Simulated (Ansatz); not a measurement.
Ligand exchange: In(CH3)2I + BH2(NH2) → In(CH3)2(NH2) + BH2I

Gas-phase species: In(CH3)2I, singlet; BH2(NH2), singlet; In(CH3)2(NH2), singlet; BH2I `BI`, singlet. The partners trade I for NH2: In–I and B–NH2 bonds give way to In–NH2 and B–I.

Shapes, held fixed at every level: PBE0-D4/def2-TZVP. Programs: Ansatz 0.2.0. The zero-point and thermal change to 298 K, harmonic and unscaled (PBE0-D4/def2-TZVP), is -9.7 kJ/mol.

```
              level                    kind  ΔH(298 K) (kJ/mol)  less CCSD(T)/def2-TZVPP
        HF/def2-SVP            Hartree–Fock              +251.8                    +44.1
   SPW92/def2-TZVPP                     LDA              +220.9                    +13.2
  PBE-D4/def2-TZVPP                     GGA              +214.7                     +7.0
B3LYP-D4/def2-TZVPP           global hybrid              +222.3                    +14.6
 wB97X-V/def2-TZVPP  range-separated hybrid              +216.7                     +9.0
  B2PLYP/def2-TZVPP           double hybrid              +217.6                     +9.9
     MP2/def2-TZVPP     perturbation theory              +210.9                     +3.2
 CCSD(T)/def2-TZVPP   coupled cluster or CI              +207.7                      0.0
```

The highest level, CCSD(T)/def2-TZVPP, gives ΔH(298 K) = +207.7 kJ/mol; the levels span +207.7 to +251.8. The column of differences is taken from that level and isn't an error. No measured value is set beside it here. For atoms past krypton def2 sets carry core potentials with scalar relativity. Outer-core shells of I, In are correlated, in sets that cover them unevenly. CCSD(T)/def2-TZVPP lies outside the range of the other correlated levels here, so it shouldn't be taken on trust.

The exchange is strongly endothermic at every level, so the preference for amide on boron and iodide on indium doesn't depend on the choice of method. The main reason is probably the B–N bond that is given up. In monomeric aminoborane the nitrogen lone pair donates into the empty boron 2p orbital, adding π character to a short, strongly polar σ bond. Iodine is a much poorer π donor to boron, and the diffuse 5p orbital of indium overlaps weakly with nitrogen 2p, so neither product recovers that stabilisation. The preference also fits the usual pairing of hard boron with hard amide and softer indium with iodide.

The Hartree–Fock value of +251.8 kJ/mol stands apart from the rest, but it combines missing correlation with a smaller basis, so the gap can't be read as a correlation contribution alone. The enthalpy applies to separated monomers and shouldn't be carried over to condensed phases, where amide or iodide bridging at indium and association of aminoborane would alter the balance.
